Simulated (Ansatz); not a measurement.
Ca2Zn: energy above lowest point and pressure against volume scale

All results are calculated (Ansatz 0.2.0). Free energy against uniform scaling of the volume at fixed shape and fractions; periodic cell, basis, potentials, k mesh and filling as listed.

The cell before it is scaled or strained (space group P4_2/mnm, No. 136):
```
CELL_PARAMETERS angstrom
7.45850 0.00000 0.00000
0.00000 7.45850 0.00000
0.00000 0.00000 3.94840
ATOMIC_POSITIONS crystal
Ca 0.28216 0.28216 0.00000
Ca 0.71784 0.71784 0.00000
Ca 0.21784 0.78216 0.50000
Ca 0.78216 0.21784 0.50000
Zn 0.00000 0.00000 0.00000
Zn 0.50000 0.50000 0.50000
```

Settings of every row: functional LDA; dispersion none; accuracy low; potentials PAW; wave cutoff 500 eV; density cutoff 2000 eV; k mesh 3x3x6; k shift 0x0x0; occupations fermi dirac; smearing width 0.05 eV; spin none.

Limits: coarse k mesh, up to 40 meV an atom off; loose SCF threshold; minimum outside the range; the cell comes from a prototype or a list of computed structures and needn't be the stable phase.

```csv
row,volume scale,V (Å³/atom),energy above lowest point (meV/atom),pressure (GPa)
1,0.92,33.679,0,-0.65
2,0.9467,34.657,6,-1.31
3,0.9733,35.63,?,?
4,1,36.608,28.7,-2.36
5,1.0267,37.585,44.4,-2.79
6,1.0533,38.559,62.5,-3.15
7,1.08,39.536,82.7,-3.46
```

Question: what energy above lowest point and pressure should row 3 give?

Worked fit of energy above lowest point. Take u = (V_r/V)^(2/3) − 1 with V_r = 37.096 Å³ an atom, which is twice the finite (Eulerian) strain; such expansions in the strain, on which the Birch-Murnaghan equation of state is built, carry the rest volume and the bulk modulus. The shown rows have u = 0.06654, 0.04638, 0.00887, -0.00869, -0.02546, -0.04158. Least squares give energy above lowest point = 36.22 − 897.3 × u + 5303 × u² meV/atom; a straight line predicts inner rows, each left out in turn, worse (root mean square 6 against 0.026 meV/atom). All shown rows lie on it to the printed digit. The withheld row has u = 0.02725, so the fit gives 36.22 − 897.3 × (0.02725) + 5303 × (0.02725)² = 15.7 meV/atom.

The calculation gave 15.7 meV/atom. The fit meets it to the printed digit.

Worked fit of pressure. Take u = (V_r/V)^(2/3) − 1 with V_r = 37.096 Å³ an atom, which is twice the finite (Eulerian) strain; such expansions in the strain, on which the Birch-Murnaghan equation of state is built, carry the rest volume and the bulk modulus. The shown rows have u = 0.06654, 0.04638, 0.00887, -0.00869, -0.02546, -0.04158. Least squares give pressure = −2.584 + 24.13 × u + 73.7 × u² GPa; a straight line predicts inner rows, each left out in turn, worse (root mean square 0.083 against 0.005 GPa). All shown rows lie on it to the printed digit. The withheld row has u = 0.02725, so the fit gives −2.584 + 24.13 × (0.02725) + 73.7 × (0.02725)² = -1.87 GPa.

The calculation gave -1.87 GPa. The fit meets it to the printed digit.
